**Q:** I ran fifteen methods on the hydrogen fluoride–hydrogen cyanide pair, all in def2-TZVPPD. CCSD(T) lands further from the reference than MP2, and the functionals seem to ignore their class. What sets the order?

Hydrogen fluoride–hydrogen cyanide complex in the gas phase, computed with Ansatz 0.2.0 in def2-TZVPPD on PBE0-D4/def2-TZVP structures, with frozen cores in post-HF correlation. Interactions are counterpoise-corrected (negative binds); the superposition error is corrected less uncorrected. The reference is CCSD(T) at the basis-set limit, as a rule a focal-point estimate: Hartree–Fock and MP2 correlation are extrapolated from triple and quadruple zeta, and CCSD(T) less MP2 comes from triple zeta alone. The shares of exact exchange are the functionals' definitions, rounded to whole per cent.

```csv
method,class,"exact exchange, short range (%)","exact exchange, long range (%)",interaction (kcal/mol),interaction less reference (kcal/mol),superposition error (kcal/mol),deformation (kcal/mol)
PBE-D4,GGA,0,0,-8.31,-0.74,0.10,0.07
revPBE-D4,GGA,0,0,-7.21,0.37,0.09,0.11
BLYP-D4,GGA,0,0,-7.74,-0.16,0.11,0.02
r2SCAN-D4,meta-GGA,0,0,-7.86,-0.28,0.07,0.17
B97M-V,meta-GGA,0,0,-7.57,0.01,0.06,0.23
PBE0-D4,global hybrid,25,25,-8.20,-0.62,0.07,0.19
B3LYP-D4,global hybrid,20,20,-8.02,-0.44,0.08,0.11
HSE06-D4,screened hybrid,25,0,-8.18,-0.60,0.07,0.20
wB97X-V,range-separated,17,100,-7.74,-0.17,0.07,0.14
wB97M-V,range-separated,15,100,-7.58,0.00,0.06,0.13
B2PLYP,double hybrid,53,53,-7.61,-0.03,0.21,0.23
HF,Hartree-Fock,100,100,-6.02,1.56,0.04,0.40
MP2,wave function,n/a,n/a,-7.50,0.08,0.56,0.36
CCSD,wave function,n/a,n/a,-6.97,0.60,0.50,0.31
CCSD(T),wave function,n/a,n/a,-7.22,0.35,0.54,0.32
```

**A:** Every row describes the same object, a closed-shell, linear F–H···N≡C–H complex with H···N at 1.80 Å, so the rows can be compared. The interaction is the energy of the pair less that of the two fragments, each held at its shape in the complex and given the whole basis (counterpoise). Think of it as a mean-field part plus a correlation part. The wave-function rows differ in how they treat the second and how far the basis lets them reach it, while the functionals approximate exchange as well. The arithmetic I use is in the output printed below.

**Q:** Then HF is the starting point. Why is it the weakest?

**A:** Hartree–Fock already holds the attraction of the two aligned dipoles, the polarisation of the nitrogen lone pair by the acidic hydrogen, and the exchange repulsion of the overlapping clouds. These give −6.02 kcal/mol, or 79 % of the reference, itself as a rule a focal-point estimate. The other 1.56 is correlation as that estimate has it, and the superposition error of 0.04 suggests that little of it is a basis effect. It is a net amount: by standard theory correlation adds dispersion but also shrinks the dipoles that HF makes too large.

**Q:** MP2 is then off by only 0.08 and CCSD(T) by 0.35. Is MP2 the better method here?

**A:** No, and the reason lies in how the reference is made. As a rule it is a focal-point estimate: Hartree–Fock and MP2 correlation are extrapolated from triple and quadruple zeta, and the step from MP2 to CCSD(T) comes from triple zeta alone. The CCSD(T) row therefore differs from the reference only by the basis, and its error tests nothing about the method. If the reference was made so here, with the step taken in def2-TZVPPD, that shift, −0.36 from the rounded energies, is also what MP2 gains at the limit. MP2 then goes to −7.50 − 0.36 = −7.86 and overbinds, and its good score in this basis is one error cancelling another.

On the same assumption the shift puts CCSD near −7.33, short of the estimated limit by 0.25, which is just the triples term (T). MP2 builds dispersion from uncoupled HF excitations, which tends to overshoot for multiple bonds. CCSD screens it and overcorrects, and the triples give part of it back. The table shows this order. That dispersion is its main cause is expected from theory and not computed here, since correlation also changes the electrostatic attraction and the polarisation.

**Q:** Why does the basis hurt these rows so much more than the functionals?

**A:** A mean-field energy needs only the occupied orbitals, which a triple-zeta set with diffuse functions describes well. A correlation energy needs many virtual functions of high angular momentum to shape the cusp where two electrons meet. A fragment short of such functions borrows its partner's, and the superposition error measures this borrowing as the corrected less the uncorrected interaction. It is at least 0.50 in the three correlated rows and at most 0.11 in the functionals with no perturbative term. For CCSD(T) the corrected −7.22 and the uncorrected −7.76 lie on either side of the estimated limit.

**Q:** B2PLYP breaks the pattern, since its superposition error is 0.21. Can that picture account for it?

**A:** It can be estimated with nothing fitted. By definition B2PLYP takes 53 % exact exchange and adds 27 % of a second-order correlation energy. Suppose the borrowing adds up in the same shares. The self-consistent part is then a mixture of the HF and BLYP values, and the perturbative part is a share of what MP2 borrows beyond HF:

- self-consistent part: 0.53 × 0.04 + 0.47 × 0.11 = 0.07
- perturbative part: 0.27 × (0.56 − 0.04) = 0.14
- sum: 0.21 kcal/mol

This matches the table within its rounding, and the B2PLYP row did not enter the estimate. It is a single check to two digits, and the model ignores that B2PLYP uses its own orbitals in the second-order term. If the basis shift scales with the same share, it is about −0.10, and B2PLYP at the limit would bind near −7.7. The row also carries no dispersion correction, which would add binding, so its error of −0.03 is again partly cancellation.

**Q:** Now the functionals. I assumed that more exact exchange would mean less overbinding.

**A:** Over the eleven functionals the rank correlation of error with short-range exact exchange is a weak −0.29, and that sign leans towards more binding. Follow PBE-D4, the most overbound row, and its neighbour revPBE-D4. Neither has exact exchange and they share one correlation functional, yet they differ by 1.10 kcal/mol, the whole spread of the functionals. Apart from their D4 parameters, they differ only in the shape of the exchange.

Each GGA here multiplies the local exchange energy, which is negative, by a factor F(s) that grows with the reduced gradient s, proportional to |∇ρ|/ρ^(4/3) for density ρ. In the thin tail of a free molecule s is large. When the nitrogen lone pair meets the hydrogen, two tails merge into a bond region of small s, and the extra exchange stabilisation of the tails is lost. The higher F climbs at large s, the greater the loss and the weaker the bond. PBE levels off low, while revPBE and the B88 exchange of BLYP rise higher, and both bind less than PBE.

**Q:** And that explains why the two hybrids move in opposite directions?

**A:** It fits both directions, though the step from PBE is small. In B3LYP exact exchange replaces some of the stiff B88 exchange, and the pair binds 0.28 more than with BLYP, as expected if exact exchange is the less repulsive of the two here. PBE0 binds 0.11 less than PBE. The D4 part of the interaction, complex less fragments, weakens from −0.35 to −0.31 kcal/mol at the same time, which is less than half of that step. The larger part remains between the bare functionals, which differ only in that exact exchange replaces a quarter of the PBE exchange, so here exact exchange is the more repulsive of the two. HSE06, here in the form usual in plane-wave codes, replaces the long-range exact exchange by that of PBE and stays within 0.02 of PBE0, so the long-range part seems to matter little here. The step from BLYP to B3LYP isolates the cause less well, because each has its own D4 parameters, whose effect is not subtracted here, and B3LYP, here the form with VWN-RPA correlation, also alters the correlation and cuts the gradient term of B88 by more than the share that exact exchange replaces.

**Q:** Could D4 simply be adding too much?

**A:** The PBE run gives −0.83 kcal/mol for the D4 energy of the whole complex. That includes pairs of atoms inside each molecule; less the D4 energies of the fragments, −0.35 is left for the interaction. Without it PBE would still overbind by 0.39, so D4 is not the whole cause: bare PBE already binds more strongly than the estimated limit, and D4 comes on top. For r2SCAN, removing even the D4 energy of the whole complex, −0.21, still leaves an overbinding of 0.07.

The three rows with VV10 nonlocal correlation (names ending in -V) have a mean absolute error of 0.06 from the estimated limit, against 0.46 for the seven D4 rows. All three are of the B97 type, whose exchange and correlation are fitted together with the dispersion term. My guess is that this joint fitting avoids counting the medium-range attraction twice, but here the dispersion model and the family change together. wB97X-V also fits the guess less well, since it overbinds by 0.17, about as much as BLYP-D4.

**Q:** Should I add the deformation before ranking?

**A:** Deformation is the cost of distorting the free fragments, here mainly by changing bond lengths, into their shape in the complex, and adding it weakens the binding in every row. All structures are PBE0 ones, so the column mixes real strain with each method's disagreement about bond lengths. It climbs from 0.02 for BLYP through B3LYP and B2PLYP to 0.40 for HF. That fits their known long and short bonds, since the F–H bond lengthens on donating and a method that prefers it short pays more. Rank on the interaction column, and remember that it is an electronic energy without zero-point motion.

**Q:** So which of B97M-V, wB97M-V and B2PLYP wins?

**A:** They lie within 0.03 of a reference that is as a rule a focal-point estimate, with its coupled-cluster step from triple zeta alone, so this one pair at one geometry does not rank them. Before trusting a small error, read the superposition error beside it. Where it is large beside the differences you want to judge, as the 0.56 of MP2 and the 0.21 of B2PLYP are, estimate the basis shift first and judge the method afterwards.

Output of the analysis:

```
Energies in kcal/mol; table rounding 0.005, differences good to about 0.01; reference -7.58
F-H 0.94 A, H...N 1.80 A, C-N 1.14 A, F-H...N angle 180 deg
method: error, error in %, uncorrected energy, interaction plus deformation
  PBE-D4     -0.74  -9.8% -8.41 -8.24
  PBE0-D4    -0.62  -8.2% -8.27 -8.01
  HSE06-D4   -0.60  -7.9% -8.25 -7.98
  B3LYP-D4   -0.44  -5.8% -8.10 -7.91
  r2SCAN-D4  -0.28  -3.7% -7.93 -7.69
  wB97X-V    -0.17  -2.2% -7.81 -7.60
  BLYP-D4    -0.16  -2.1% -7.85 -7.72
  B2PLYP     -0.03  -0.4% -7.82 -7.38
  wB97M-V    +0.00  +0.0% -7.64 -7.45
  B97M-V     +0.01  +0.1% -7.63 -7.34
  MP2        +0.08  +1.1% -8.06 -7.14
  CCSD(T)    +0.35  +4.6% -7.76 -6.90
  revPBE-D4  +0.37  +4.9% -7.30 -7.10
  CCSD       +0.60  +7.9% -7.47 -6.66
  HF         +1.56 +20.6% -6.06 -5.62
spread of all rows 2.29; HF share of reference 79%, rest 21%
correlation (less HF): MP2 -1.48, CCSD -0.95, CCSD(T) -1.20
steps: CCSD-MP2 +0.53, (T) -0.25, CCSD(T)-MP2 +0.28
basis shift, reference less CCSD(T): -0.36 (error column gives -0.35)
implied limits: MP2 -7.86 (error -0.28), CCSD -7.33 (error +0.25)
CCSD(T): uncorrected less reference -0.18; mean of corrected and uncorrected -7.49
BSSE: functionals without PT2 0.06 to 0.11; MP2/CC 0.50 to 0.56
BSSE MP2 less HF 0.52; MP2 BSSE is 7% of its interaction
B2PLYP BSSE estimate 0.07 + 0.14 = 0.21; table 0.21; residual -0.00
B2PLYP rough basis shift 0.27 x -0.36 = -0.10, giving about -7.7
functionals: 11; overbind 8, underbind 2, within 0.03: 3
spread of the functionals 1.10
  PBE-D4 to revPBE-D4: interaction +1.10, deformation +0.04
  PBE-D4 to BLYP-D4: interaction +0.57, deformation -0.05
  PBE-D4 to PBE0-D4: interaction +0.11, deformation +0.12
  BLYP-D4 to B3LYP-D4: interaction -0.28, deformation +0.09
  PBE0-D4 to HSE06-D4: interaction +0.02, deformation +0.01
  B97M-V to wB97M-V: interaction -0.01, deformation -0.10
  wB97X-V to wB97M-V: interaction +0.16, deformation -0.01
rank correlation with short-range exact exchange, functionals: error -0.29, deformation +0.51
rows ending -D4: 7, mean error -0.35, mean absolute error 0.46
rows ending -V: 3, mean error -0.05, mean absolute error 0.06
PBE-D4: whole-complex D4 -0.83; error if all of it were removed +0.09
PBE0-D4: whole-complex D4 -0.69; error if all of it were removed +0.07
r2SCAN-D4: whole-complex D4 -0.21; error if all of it were removed -0.07
deformation vs exact exchange: 0% 0.02, 20% 0.11, 53% 0.23, 100% 0.40
deformation less PBE0 value: BLYP -0.17, CCSD(T) +0.13, HF +0.21
```
